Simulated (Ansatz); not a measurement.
BiTe: pressure and energy above lowest point against volume scale

All results are calculated (Ansatz 0.2.0). Free energy against uniform scaling of the volume at fixed shape and fractions; periodic cell, basis, potentials, k mesh and filling as listed.

The cell before it is scaled or strained (space group Fm-3m, No. 225):
```
cell vectors (Å)
   0.0000     3.2350     3.2350
   3.2350     0.0000     3.2350
   3.2350     3.2350     0.0000
atoms (fractions of the cell vectors)
Bi  0.00000  0.00000  0.00000
Te  0.50000  0.50000  0.50000
```

Settings of every row: functional PBE; dispersion none; potentials PAW; wave cutoff 435.38 eV; density cutoff 1741.5 eV; k mesh 6x6x6; k shift 0x0x0; occupations fermi dirac; smearing width 0.1 eV; spin none; SCF threshold exponent -8.

Limits: coarse k mesh, up to 40 meV an atom off; stress loosely converged; no spin-orbit coupling, which can matter with elements this heavy.

```
row  volume scale  V (Å³/atom)  pressure (GPa)  energy above lowest point (meV/atom)
  1           0.9        30.47            7.54                                  83.9
  2         0.925       31.316            5.52                                  49.5
  3          0.95       32.162            3.76                                  25.1
  4         0.975       33.009            2.22                                   9.5
  5             1       33.855            0.87                                   1.4
  6         1.025       34.701           -0.31                                     0
  7          1.05       35.548           -1.34                                   4.4
  8         1.075       36.394               ?                                     ?
  9           1.1       37.241           -3.01                                  27.8
```

Question: what pressure and energy above lowest point should row 8 give?

Worked fit of pressure. Take u = (V_r/V)^(2/3) − 1 with V_r = 33.432 Å³ an atom, which is twice the finite (Eulerian) strain; such expansions in the strain, on which the Birch-Murnaghan equation of state is built, carry the rest volume and the bulk modulus. The shown rows have u = 0.0638, 0.04455, 0.02615, 0.00852, -0.00835, -0.02453, -0.04009, -0.06941. Least squares give pressure = 1.52 + 79.87 × u + 218.7 × u² + 123 × u³ GPa; a parabola predicts inner rows, each left out in turn, worse (root mean square 0.0095 against 0.0034 GPa). All shown rows lie on it to the printed digit. The pressure vanishes at u = -0.0201, or V = 34.47 Å³ an atom, and there the bulk modulus at fixed shape and fractions is B = −V dP/dV = (2/3)(1 + u) dP/du = 46.5 GPa. The withheld row has u = -0.05502, so the fit gives 1.52 + 79.87 × (-0.05502) + 218.7 × (-0.05502)² + 123 × (-0.05502)³ = -2.23 GPa.

The calculation gave -2.23 GPa. The fit meets it to the printed digit.

Worked fit of energy above lowest point. Take u = (V_r/V)^(2/3) − 1 with V_r = 33.432 Å³ an atom, which is twice the finite (Eulerian) strain; such expansions in the strain, on which the Birch-Murnaghan equation of state is built, carry the rest volume and the bulk modulus. The shown rows have u = 0.0638, 0.04455, 0.02615, 0.00852, -0.00835, -0.02453, -0.04009, -0.06941. Least squares give energy above lowest point = 4.55 + 474.6 × u + 11867 × u² + 2932 × u³ meV/atom; a parabola predicts inner rows, each left out in turn, worse (root mean square 0.22 against 0.033 meV/atom). All shown rows lie on it to the printed digit. Its lowest point lies at u = -0.0201, or V = 34.47 Å³ an atom, and the curvature there gives the bulk modulus at fixed shape and fractions, B = (4/9)(1 + u)² E″(u)/V = 46.4 GPa. The withheld row has u = -0.05502, so the fit gives 4.55 + 474.6 × (-0.05502) + 11867 × (-0.05502)² + 2932 × (-0.05502)³ = 13.9 meV/atom.

The calculation gave 13.9 meV/atom. The fit meets it to the printed digit.
